## Counting carriers with a voltage: the Seebeck coefficient of doped BAs

At 900 K, with $10^{18}$ electrons per cm³, BAs has a Seebeck coefficient of −661 µV/K, and this value looks too small in size. Tenfold doping lowers the magnitude by 189 µV/K, and the next tenfold step lowers it by 194. At 300 and 600 K the first step is always the larger one. The hole-doped row at the same temperature and carrier density has the same flaw.

A loss of about 200 µV/K for each tenfold increase in carriers is the number to remember for a lightly doped semiconductor. To see why the odd row falls short of it, one must first see where it comes from.

Transport in doped zincblende BAs (conventional a = 4.809 Å) at constant relaxation time, from rigid, interpolated PBE bands; positive doping means holes. The bands were calculated with Ansatz 0.2.0 (plane-wave PAW, scalar-relativistic, no spin polarisation), using a 420 eV cutoff, a 10×10×10 k mesh and Gaussian smearing of 0.02 eV.

| temperature (K) | doping (1e18 cm^-3) | Seebeck xx (microV/K) | conductivity mass 1 (m_e) |
| --- | --- | --- | --- |
| 300 | -1 | -520 | 0.309 |
| 300 | -10 | -324 | 0.309 |
| 300 | -100 | -144 | 0.316 |
| 300 | -1000 | -40.3 | 0.377 |
| 300 | 1 | 497 | 0.314 |
| 300 | 10 | 301 | 0.314 |
| 300 | 100 | 125 | 0.321 |
| 300 | 1000 | 31.4 | 0.363 |
| 600 | -1 | -612 | 0.326 |
| 600 | -10 | -414 | 0.327 |
| 600 | -100 | -223 | 0.332 |
| 600 | -1000 | -81.7 | 0.382 |
| 600 | 1 | 587 | 0.325 |
| 600 | 10 | 389 | 0.325 |
| 600 | 100 | 200 | 0.330 |
| 600 | 1000 | 62.0 | 0.367 |
| 900 | -1 | -661 | 0.342 |
| 900 | -10 | -472 | 0.346 |
| 900 | -100 | -278 | 0.350 |
| 900 | -1000 | -119 | 0.388 |
| 900 | 1 | 631 | 0.333 |
| 900 | 10 | 442 | 0.337 |
| 900 | 100 | 248 | 0.340 |
| 900 | 1000 | 90.2 | 0.372 |

Negative doping means added electrons and positive doping means holes; the sign of the Seebeck coefficient $S$ follows the carrier. The conductivity mass measures how sluggishly the average carrier responds to a field, in units of the free-electron mass.

### Few carriers: a logarithm

The Seebeck coefficient measures how far the energy of the current-carrying electrons lies, on average, from the chemical potential, divided by $eT$. For few carriers in a parabolic band this distance has two parts. The carriers that conduct sit on average $\tfrac52 k_BT$ inside the band, if all are scattered at the same rate. The band edge itself lies $k_BT\ln(N/n)$ from the chemical potential, where $n$ is the carrier density and $N$ the effective number of states within thermal reach. Together they give

$$|S| = \frac{k_B}{e}\left[\frac52 + \ln\frac{N}{n}\right].$$

Adding carriers to a nearly empty band changes their number but not their spread in energy. Only the chemical potential moves, and each factor of ten in $n$ costs $(k_B/e)\ln 10$, or 198 µV/K. The material drops out of this step, which explains why electrons and holes at 300 K both lose 196 µV/K in the first decade.

For a process engineer this makes the Seebeck coefficient a carrier counter, as long as the band stays nearly empty. It counts free carriers, not dopant atoms: the calculation contains no dopants and lets every added carrier move. Scattering that depends on energy would replace the $\tfrac52$ by another number and shift the absolute values. The step per decade would survive if the same kind of scattering prevailed throughout and if phonon drag, also left out here, were weak.

### Many carriers: a partly filled band

The logarithm must fail when $n$ approaches $N$, because two electrons cannot share a state. Inserting the lightly doped value at 300 K into the formula gives $N \approx 3\times10^{19}$ cm⁻³ for electrons. The table bends just there: the step to $10^{20}$ costs 180 µV/K, and the step to $10^{21}$ only 104. Holes behave alike.

Now the band is filled to well beyond $k_BT$ from its edge. It is called the filled band here for short, though most of its states stay empty. In it only electrons within about $k_BT$ of the chemical potential can carry a net current. Those above it and those below it contribute to $S$ with opposite signs and almost cancel. What remains is a small surplus, because states deeper in the band conduct better. This surplus of energy grows as $T^2$, and division by $eT$ leaves a Seebeck coefficient proportional to $T$.

Heating therefore acts differently at the two ends of the table. In a nearly empty band it adds a fixed amount, since $N$ grows as $T^{3/2}$: the formula gives 90 µV/K from 300 to 600 K, and at $10^{18}$ cm⁻³ the electrons gain 92. In the filled band it multiplies. At $10^{21}$ cm⁻³ a threefold temperature raises $|S|$ by a factor of 2.95 for electrons and 2.87 for holes. The closeness to three should not be overread. At 900 K this density is only five to seven times $N$, as estimated below, so a parabolic band is expected to fall somewhat short of three. For electrons the flattening of the band described next probably makes up part of the shortfall.

### Why the mass follows

The conductivity mass obeys the same division between empty and filled band. At 300 K it stays at 0.309 when the electron density rises from $10^{18}$ to $10^{19}$ cm⁻³, because the added carriers have the same spread in energy as the old ones. At $10^{21}$ cm⁻³ it is 22 % larger than at $10^{18}$, and for holes 16 % larger. By then many carriers have been forced into states away from the band edge, and there the band is less curved than at the edge itself. This departure is called non-parabolicity.

Heating also lifts carriers away from the edge, most of all if they were near it to begin with. From 300 to 900 K the electron mass rises by 12 % at $10^{19}$ cm⁻³ and by only 3 % at $10^{21}$, where most carriers have no empty state nearby, so that heating is expected to raise their average energy much less. The crystal and its bands are the same in every row; only their occupation changes.

The same departure may limit the simple formula for electrons. From 600 to 900 K the formula predicts a gain of 52 µV/K. At $10^{19}$ cm⁻³ holes gain 53, close to this, but electrons gain 58. A band that flattens away from its edge holds more states than the parabola, which would push $|S|$ upwards. It also slows the carriers, which cancels part of the gain. The hole mass rises over the same interval too, from 0.325 to 0.337, with hardly any excess in $|S|$, so the rise of the mass does not by itself account for the contrast. The table has no density of states with which to settle how much of the difference flattening explains.

### Similar masses, different voltages

At 300 K and $10^{18}$ cm⁻³ electrons and holes have nearly the same conductivity mass, yet the electron value of $|S|$ is larger by 23 µV/K. By the formula, electrons have about 1.3 times as many states within reach. The mass describes the response of an average carrier, whereas $S$ also depends on how many places the carriers can choose from. The calculated conduction band has its minimum on the line from Γ to X, and cubic symmetry repeats it six times.

The size of this contrast should not be trusted. Spin–orbit coupling, absent here, would split one of the three valence bands that meet at Γ away from the edge, by very roughly 0.2 eV. Without it holes have too many states within reach, and their $|S|$ at light doping and 300 K is expected to come out too large.

### The odd row explained

At 900 K heat lifts some electrons across the gap, and each leaves a hole behind. In the electron-doped crystal these holes are minority carriers, and their Seebeck voltage opposes that of the majority. Their number can be estimated with the formula above, using the rows at $10^{19}$ cm⁻³ to find $N$ at 900 K. For electrons, $472/86.2-2.5\approx3.0$, so that $N_e\approx e^{3.0}\times10^{19}\approx2.0\times10^{20}$ cm⁻³; the same step for holes gives $N_h\approx1.4\times10^{20}$ cm⁻³.

The product of the electron density $n$ and the hole density $p$ is then fixed by the gap $E_g$. The calculated gap is 1.20 eV, or 15.5 times $k_BT$ at 900 K:

$$np = N_eN_h\,e^{-E_g/k_BT}\approx 2.8\times10^{40}\times1.8\times10^{-7}\approx5\times10^{33}\ \text{cm}^{-6}.$$

With $n=10^{18}$ cm⁻³ this leaves $p\approx5\times10^{15}$ cm⁻³, one hole for every 200 electrons.

So few holes matter because each carries a large opposing voltage. The chemical potential lies far from the valence band, and the distances to the two band edges add up to the gap. The Seebeck coefficients of the two carriers therefore differ by $(k_B/e)(5+E_g/k_BT)$, about 1800 µV/K. As the masses are similar, the holes carry about half a percent of the current, and half a percent of this difference is 9 µV/K.

That is the missing amount: the first decade costs 198 µV/K at 600 K and 189 at 900 K. At $10^{19}$ cm⁻³ the majority is ten times larger and the minority ten times smaller, so the disturbance all but vanishes. The two lightly doped rows at 900 K did not enter the estimate. The output below gives it together with the steps quoted here.

The mass carries the same mark. Each extra hole comes with an extra electron, so the conductivity rises by twice the minority share, about 1 %. If this conductivity is assigned to the doped carriers alone, they appear lighter by as much. At 900 K the mass at $10^{18}$ cm⁻³ is indeed 1.2 % below that at $10^{19}$, for electrons and holes alike, which agrees within the digits of the table.

The mechanism is general, but the temperature at which it sets in is not to be taken from this table. PBE makes the gap too small, and the minority density depends on it exponentially. A gap wider by only 0.2 eV would reduce the minority share at 900 K more than tenfold. The gap of a real crystal also tends to narrow on heating, which these fixed bands leave out, but this is expected to offset only part of the error. In real BAs the dip should therefore appear at higher temperature or lighter doping.

Electron-doped indium antimonide, with its narrow gap and very light electrons, has the same two limits to the logarithm, but at room temperature they are expected to lie so close together that little of it remains. Its conduction band has few states near the edge, so filling bends the logarithm at much lower doping. At light enough doping, carriers excited across the gap should count already at room temperature. There the extra electrons should matter most, since the much heavier holes carry little of the current. For any such series two comparisons locate the regimes: the carrier density with $N$, for filling, and with $\sqrt{N_eN_h}\,e^{-E_g/2k_BT}$, the carrier density of the undoped crystal, for excitation across the gap.

The analysis program printed:

```
Dilute formula, fall of |S| per tenfold doping, microV/K: 198.4
Dilute formula, rise of |S| from 300 to 600 K, microV/K: 89.6
Dilute formula, rise of |S| from 600 to 900 K, microV/K: 52.41
Fall of |S| per decade at 300 K, three decades for electrons then three for holes, microV/K: 196, 180, 103.7, 196, 176, 93.6
Fall of |S| from 1e18 to 1e19, electrons and holes at 600 K then at 900 K, microV/K: 198, 198, 189, 189
Fall of |S| from 1e19 to 1e20 at 900 K, electrons then holes, microV/K: 194, 194
Rise of |S| from 300 to 600 K, electrons 1e18, microV/K: 92
Rise of |S| from 300 to 600 K, holes 1e18, microV/K: 90
Rise of |S| from 600 to 900 K, electrons 1e18, microV/K: 49
Rise of |S| from 600 to 900 K, electrons 1e19, microV/K: 58
Ratio of |S| at 900 K to 300 K, electrons 1e21: 2.953
Ratio of |S| at 900 K to 300 K, holes 1e21: 2.873
Mass rise from 1e18 to 1e21 at 300 K, electrons, percent: 22.01
Mass rise from 1e18 to 1e21 at 300 K, holes, percent: 15.61
Mass rise from 300 to 900 K, electrons 1e19, percent: 11.97
Mass rise from 300 to 900 K, electrons 1e21, percent: 2.918
Electron |S| above hole |S| at 300 K and 1e18, microV/K: 23
Ratio of effective numbers of states N, electrons to holes, 300 K: 1.306
Effective number of states N for electrons at 300 K, 1e18 per cm3: 34.27
Estimated minority carriers per majority carrier at 900 K and 1e18, percent: 0.4929
Estimated loss of |S| through them, microV/K: 8.718
Estimated lowering of the mass through them, percent: 0.9859
Mass at 1e18 below mass at 1e19, 900 K, electrons, percent: 1.156
Mass at 1e18 below mass at 1e19, 900 K, holes, percent: 1.187
```
